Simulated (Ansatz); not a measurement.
**Loss of H2: C2H8Ge → C2H6Ge + H2**

Species: C2H8Ge (ethylgermane) `C[CH2][GeH3]`, singlet; C2H6Ge `C=[CH][GeH3]`, singlet; H2, singlet. 

Shapes, held fixed at every level: PBE0-D4/def2-TZVP. Programs: Ansatz 0.2.0. The zero-point and thermal change to 298 K, harmonic and unscaled (PBE0-D4/def2-TZVP), is -27.1 kJ/mol.

(1) Estimate ΔH(298 K) of this reaction.

## Answers

(1) The highest level, CCSD(T)/def2-TZVPP, gives ΔH(298 K) = +131.6 kJ/mol; the levels span +126.4 to +146.3. The column of differences is taken from that level and isn't an error. No measured value is set beside it here. Relativity is left out for Ge unless named. Correlated rows may include outer-core shells of Ge, which these sets cover unevenly.

```json
{"level": "HF/def2-SVP", "kind": "Hartree–Fock", "ΔH(298 K) (kJ/mol)": "+139.8", "less CCSD(T)/def2-TZVPP": "+8.2"}
{"level": "HF/def2-TZVPP", "kind": "Hartree–Fock", "ΔH(298 K) (kJ/mol)": "+126.4", "less CCSD(T)/def2-TZVPP": "-5.2"}
{"level": "B3LYP-D4/def2-TZVPP", "kind": "global hybrid", "ΔH(298 K) (kJ/mol)": "+127.8", "less CCSD(T)/def2-TZVPP": "-3.8"}
{"level": "wB97M-V/def2-TZVPP", "kind": "range-separated hybrid", "ΔH(298 K) (kJ/mol)": "+137.4", "less CCSD(T)/def2-TZVPP": "+5.8"}
{"level": "B2PLYP/def2-TZVPP", "kind": "double hybrid", "ΔH(298 K) (kJ/mol)": "+128.7", "less CCSD(T)/def2-TZVPP": "-2.9"}
{"level": "MP2/def2-SVP", "kind": "perturbation theory", "ΔH(298 K) (kJ/mol)": "+146.3", "less CCSD(T)/def2-TZVPP": "+14.7"}
{"level": "CCSD(T)/def2-SVP", "kind": "coupled cluster or CI", "ΔH(298 K) (kJ/mol)": "+138.5", "less CCSD(T)/def2-TZVPP": "+6.9"}
{"level": "CCSD(T)/def2-TZVPP", "kind": "coupled cluster or CI", "ΔH(298 K) (kJ/mol)": "+131.6", "less CCSD(T)/def2-TZVPP": "0.0"}
```

Dehydrogenation of ethylgermane to vinylgermane is strongly endothermic at every level, with +131.6 kJ/mol from CCSD(T)/def2-TZVPP. Two C–H σ bonds are given up for H–H and a C–C π bond, and the π bond, built on sideways p overlap, is too weak to repay the cost. Germanium stays tetravalent and keeps its bond to carbon, so the energetics are essentially those of making an alkene from an alkane.

Going from def2-SVP to def2-TZVPP lowers the enthalpy for both Hartree–Fock and CCSD(T), probably because the larger set describes the π bond and H2 more fully. The shift is larger for Hartree–Fock, so its near agreement with CCSD(T) in the small basis doesn't show that correlation is unimportant. MP2's high value likewise isn't purely a basis effect, since it also lies above CCSD(T) in the same set. The reaction enthalpy alone doesn't show whether H2 would be lost this way or from germanium to leave a germylene.
